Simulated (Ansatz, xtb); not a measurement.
**Relative energy of two isomers of C3H6ClGeN**

Structure X: `[H]/N=C/[C](=C)[GeH2][Cl]`, a singlet. Structure Y: `[H]/N=C\C=[CH]\[GeH2][Cl]`, a singlet. Both are isolated molecules in the gas phase, relaxed with PBE-D3(BJ)/def2-SVP; the shapes shown needn't be the lowest conformers.

X (Å):

```yaml
atoms:
  - { symbol: C, position_ang: [-1.4325, 0.3639, 1.1413] }
  - { symbol: C, position_ang: [-0.5937, -0.3866, 0.3905] }
  - { symbol: C, position_ang: [-0.3890, -1.8182, 0.6462] }
  - { symbol: Cl, position_ang: [2.5326, 0.5115, -0.5442] }
  - { symbol: Ge, position_ang: [0.4235, 0.3892, -1.1002] }
  - { symbol: N, position_ang: [0.4018, -2.4970, -0.1073] }
  - { symbol: H, position_ang: [-1.5840, 1.4391, 0.9538] }
  - { symbol: H, position_ang: [-2.0002, -0.0781, 1.9805] }
  - { symbol: H, position_ang: [-0.9525, -2.2480, 1.5115] }
  - { symbol: H, position_ang: [0.4466, -3.4836, 0.1970] }
  - { symbol: H, position_ang: [0.3212, -0.4095, -2.4168] }
  - { symbol: H, position_ang: [-0.0609, 1.8551, -1.2742] }
```

Y (Å):

```xyz
12

C     0.2659    3.5413   -1.3221
C     0.3723    2.1509   -1.7875
C     0.1963    1.0768   -0.9827
Cl    0.8106   -0.6824   -3.7304
Ge    0.3369   -0.7630   -1.5973
N     0.4198    4.6069   -2.0254
H     0.6383    4.3432   -3.0067
H     0.0259    3.6698   -0.2424
H     0.6103    2.0017   -2.8585
H    -0.0411    1.2411    0.0858
H     1.4902   -1.5250   -0.8966
H    -1.0014   -1.5305   -1.4503
```

Quicker runs give these differences E(Y) − E(X): GFN2-xTB +0.189 eV; HF/STO-3G −0.073 eV (at GFN2-xTB geometries); r2SCAN-D4/def2-SVP +0.071 eV (at GFN2-xTB geometries).

Question: Estimate which is lower in electronic energy at CCSD(T)/def2-SVP + ΔMP2/def2-TZVPP, and by roughly how much.

Answer: The CCSD(T)/def2-SVP + ΔMP2/def2-TZVPP calculation puts structure X lower, by 0.078 eV.

How the difference moves with the method:

| level | geometry | E(Y) − E(X) (eV) | departure from the last row (eV) | job, with rough time for the two |
| --- | --- | --- | --- | --- |
| GFN2-xTB | GFN2-xTB | +0.189 | +0.111 | optimisation, 0.2 s |
| HF/STO-3G | GFN2-xTB | −0.073 | −0.151 | single point, 0.48 s |
| r2SCAN-D4/def2-SVP | GFN2-xTB | +0.071 | −0.007 | single point, 3.9 s |
| PBE-D3(BJ)/def2-SVP | PBE-D3(BJ)/def2-SVP | +0.050 | −0.028 | optimisation, 45 s |
| HF/def2-SVP | PBE-D3(BJ)/def2-SVP | +0.073 | −0.005 | part of the CCSD(T) run |
| MP2/def2-SVP | PBE-D3(BJ)/def2-SVP | +0.119 | +0.041 | part of the CCSD(T) run |
| CCSD(T)/def2-SVP | PBE-D3(BJ)/def2-SVP | +0.104 | +0.026 | single point |
| CCSD(T)/def2-SVP + ΔMP2/def2-TZVPP | PBE-D3(BJ)/def2-SVP | +0.078 |  | single point, 69 s |

As drawn, both hold the same kinds of bond in the same numbers.

HF/STO-3G puts the two in the other order. The largest departure from CCSD(T)/def2-SVP + ΔMP2/def2-TZVPP is that of HF/STO-3G, 0.151 eV. The last row adds to CCSD(T) the change of the MP2 difference between the two basis sets, here −0.026 eV.

With thermal terms from frequencies at re-optimised GFN2-xTB minima (ideal gas, soft modes damped towards free rotors, one conformer each, 298.15 K, 1 atm): the zero-point term adds +0.001 eV; ΔH is +0.085 and ΔG +0.053 eV.

The correlated steps freeze 18 core orbitals; the filled d shell of Ge is correlated, in a basis made for valence electrons. Codes used: Ansatz 0.2.0, xtb 6.7.1; the last row on 4 threads of Arm Neoverse V1 on a shared host.

X is favoured only slightly, and the preference can't be assigned to the position of germanium alone, because the imine configuration changes too. In X the N–H bond points away from the carbon chain, leaving the nitrogen lone pair on the side of the germyl group; in Y the N–H bond is turned inward, towards the vinyl C–H. Relief of that crowding, together with a weak electrostatic attraction between nitrogen and the electropositive germanium, probably outweighs the usual steric advantage of Y's trans-1,2-disubstituted alkene over X's 1,1-disubstituted one. The N···Ge contact is far too long for a full dative bond. Both molecules keep a conjugated C=C–C=N unit, so loss of conjugation is not an obvious cause.

Hartree–Fock recovers the order in the larger basis, which suggests that the STO-3G reversal stems mainly from its inflexible minimal basis rather than from missing correlation. Hartree–Fock's closeness to the final value is partly a cancellation: correlation favours X further, while basis enlargement pulls the difference back.
